**Q:** I have the zone-centre vibrations of a WS₂ cell with three layers. I expected a polar compound to absorb infrared light at most of its frequencies, yet most rows have hardly any intensity. What decides which rows absorb?

Zone-centre optical phonons of WS₂ (9 atoms in the cell, space group P3m1, a = 3.146 Å, c = 28.351 Å) at zero macroscopic field, with the infrared intensity summed over each degenerate level. Ansatz 0.2.0, PBEsol, scalar-relativistic plane-wave PAW without spin polarisation; cutoff 420 eV, k mesh 12×12×1.

```tsv
row	phonon frequency (cm⁻¹)	degeneracy	infrared intensity ((D/Å)²/amu)
1	9.7	2	0
2	13.2	1	0
3	16.9	2	0
4	22.8	1	0
5	294.6	2	0
6	295.1	2	0
7	295.4	2	0
8	354.2	2	0.495
9	354.9	2	0.087
10	354.9	2	0.651
11	415.1	1	0
12	415.7	1	0.001
13	416.0	1	0
14	435.9	1	0.028
15	436.9	1	0.001
16	437.0	1	0.01
```

**A:** A vibration absorbs if it changes the electric dipole of the cell. The infrared intensity measures the square of that change, and the degeneracy says how many independent vibrations share one frequency. So for each row we have to ask which atoms move against which. Let's follow row 3, row 5 and row 8.

**Q:** The table doesn't show how the atoms move. Where do we start?

**A:** With counting. Three rigid layers can shift in three directions each, and after removing the shifts of the whole cell, six relative motions remain. Those are rows 1–4, with degeneracies 2, 1, 2 and 1. Inside one S–W–S layer, three atoms have six internal vibrations: two kinds in the plane, each doubly degenerate, and two kinds across it. Three layers give three copies of each kind, which are the four triplets from row 5 onwards.

**Q:** Why are the copies so close together, while rows 1–4 lie so far below?

**A:** The internal vibrations strain W–S bonds, whereas the rigid-layer motions strain only the weak contacts between layers. From row 4 to row 5 the frequency jumps by a factor of 13. The greater mass of a whole layer compared with a sulfur atom could give a factor of only about 3, so most of the jump comes from stiffness. The same weak contacts hardly disturb the internal vibrations, and no triplet is wider than about 1 cm⁻¹.

**Q:** And row 3, at 16.9 cm⁻¹? Why is it higher than row 1 if both are layers sliding?

**A:** Think of three equal carts in a line, joined by two equal springs. In the slower motion the end carts move oppositely and the middle one rests; in the faster one the middle cart moves against both ends. Their frequencies differ by a factor $\sqrt{3}\approx1.73$, and row 3 over row 1 gives 1.74. Rows 2 and 4, where the layers move apart and together, give 1.72 from the unrounded 22.8 and 13.25 cm⁻¹. The carts stand for rigid layers only and can't describe the triplets.

**Q:** Does that tell us anything about the sample?

**A:** It tells us that the cell holds a three-layer film with vacuum above and below. In an endless stack with equal contacts throughout, the third layer would also pull on the first, and the two sliding levels would coincide. The frequencies themselves deserve less trust than their ratio. PBEsol lacks long-range dispersion, an important part of the attraction between such layers, so rows 1–4 are probably too low.

**Q:** Why does row 3 not absorb? Charged atoms are moving.

**A:** They move together. Each layer is almost neutral as a whole, so sliding it carries almost no net charge. In row 5 the dipole vanishes for another reason. The run's displacement patterns, which aren't printed here, show the two sulfur planes of a layer sliding oppositely while tungsten rests, so that their contributions cancel. The same cancellation, with the sulfur planes moving in and out, accounts for rows 11–13.

**Q:** Then row 8 must be a motion where they don't cancel.

**A:** Yes: there both sulfur planes move together against tungsten, and the contributions add. Tungsten's recoil strains the bonds further, which helps to put rows 8–10 above rows 5–7. Rows 14–16 are the corresponding motion across the layer, and they lie above rows 11–13. For rows 8–16 we have argued the motions from one layer's symmetry and the intensities; the run also recorded their displacement patterns, which could check them directly.

**Q:** Can we estimate how strong the absorption should be?

**A:** We can, for the triplet as a whole. Let $Z$ be the Born charge of tungsten, the dipole change per unit displacement; each sulfur then has about $-Z/2$. If tungsten moves by $r$ relative to the sulfur pair, the dipole changes by $Zr$. The mass that belongs to this motion is the reduced mass $\mu$ of one tungsten against two sulfur atoms, so each layer contributes $Z^2/\mu$ for each direction. With three layers and two in-plane directions,

$$I = 2\times 3\times\frac{Z^2}{\mu},\qquad \mu=\frac{183.84\times 64.12}{183.84+64.12}\ \text{amu}=47.5\ \text{amu}.$$

The same calculation gives $Z\approx-0.65\,e$ in the plane. One $e$ equals 4.80 D/Å, so $I = 6\times(0.65\times4.80)^2/47.5 \approx 1.23$ (D/Å)²/amu.

**Q:** Rows 8–10 add up to 1.233. Is that a successful prediction?

**A:** It is a consistent account rather than a prediction, because the program builds its intensities from the same charges. What it shows is that these three rows collect the strength expected for tungsten moving against sulfur. Notice also the sign of $Z$: it is negative, although the formal charge of tungsten is +4. A Born charge includes the electrons that flow between atoms as they move, so formal charges would be a poor guide to the intensity.

**Q:** Rows 14–16 have the same kind of motion. Why are they about 30 times weaker?

**A:** A factor of 2 comes from having one direction instead of two. The remaining factor of about 16 is the square of the charge ratio, since the tungsten charge across the layers is only about 0.16 $e$ in size. Part of that smallness belongs to the set-up: dipoles perpendicular to a film create a field that opposes them, and its size depends on how much vacuum the cell contains. More vacuum is expected to shrink this charge further, and a bulk crystal without vacuum to enlarge it. The numerical uncertainty of this charge is also about 14 %, against 4 % in the plane. The weakness of rows 14–16 is clear in this cell, but the factor of 30 isn't a material constant.

**Q:** One thing still bothers me. Row 9 belongs to the strong triplet and has only 0.087.

**A:** The three rows of a triplet share its strength according to how far the layers move in step in each of them. Rows 9 and 10 have the same printed frequency, so a tiny disturbance can mix them and shift intensity from one to the other; only their sum, 0.738, is meaningful. The geometry is also classified as P-6m2, with a mirror plane through the middle layer. With that mirror exact, the level in which the two outer layers move oppositely would be silent, so one weak row is expected in this triplet and one in rows 14–16; rows 9 and 15 fit that role. Row 8 stands slightly apart, perhaps because it belongs mainly to the middle layer, which has neighbours on both sides. A middle layer vibrating alone would take one third of the strength. Row 8 takes 40 %, but its counterpart, row 14, takes 72 %, more than any single layer could supply, so several layers must move in step there.

**Q:** Are the printed zeros exact?

**A:** Not by symmetry. The cancellation is exact in a single layer, whose two faces are mirror images. In the film an outer layer has a neighbour on one side only, and the symmetry used in the run, P3m1, permits a small intensity in every row. The near mirror through the middle layer is stricter: it would let only one of rows 11–13 absorb, and only row 12 does. Its intensity fits the sulfur charges across the layers, about 0.069 $e$ for two atoms and 0.088 $e$ for the other four, although that difference is no larger than the charge uncertainty. The printed output below lists the counts, ratios and sums we have used.

**Q:** So what would an infrared measurement on such a film see?

**A:** With light falling straight onto the film, the electric field lies in the plane, and the calculation gives one dominant band near 354–355 cm⁻¹. A measured band may lie somewhat elsewhere, since the calculation leaves out thermal and zero-point motion and combines PBEsol with PAW datasets made for another functional, PBE. The band is strong only against the other rows: all the vibrations together raise the in-plane dielectric constant of the cell from 9.313 to 9.356. To reach the weak band near 436–437 cm⁻¹, the field needs a component across the layers. For a film of $N$ layers the counting gives $N$ copies of each internal vibration and $N-1$ sliding pairs, but the sliding pairs are a poor target for infrared light because the layers are nearly neutral.

Printed output of the fit:

```
Optical modes in the table, degeneracies added: 24
Optical modes expected for nine atoms: 24
Rigid-layer modes among them: 6
Shear frequency ratio, row 3 over row 1: 1.742
Breathing frequency ratio, row 4 over row 2: 1.727
Ratio for an open chain of three equal masses: 1.732
Frequency jump, row 5 over row 4: 12.92
Factor that mass alone could give, root of layer mass over S mass: 2.781
Width of triplet rows 5 to 7 in cm-1: 0.8
Width of triplet rows 8 to 10 in cm-1: 0.7
Width of triplet rows 11 to 13 in cm-1: 0.9
Width of triplet rows 14 to 16 in cm-1: 1.1
Summed intensity rows 8 to 10 in (D/A)^2/amu: 1.233
Estimate from charges and masses for rows 8 to 10 in (D/A)^2/amu: 1.233
Summed intensity rows 14 to 16 in (D/A)^2/amu: 0.039
Estimate from charges and masses for rows 14 to 16 in (D/A)^2/amu: 0.03918
Share of all intensity in rows 8 to 10 in percent: 96.86
Intensity ratio, rows 8 to 10 over rows 14 to 16: 31.62
Part of that ratio due to squared charges: 15.73
Summed intensity of rows 9 and 10 in (D/A)^2/amu: 0.738
Summed intensity of rows 15 and 16 in (D/A)^2/amu: 0.011
Share of row 8 in its triplet in percent: 40.15
Share of row 14 in its triplet in percent: 71.79
Charge uncertainty over in-plane W charge in percent: 3.596
Charge uncertainty over out-of-plane W charge in percent: 14.26
```
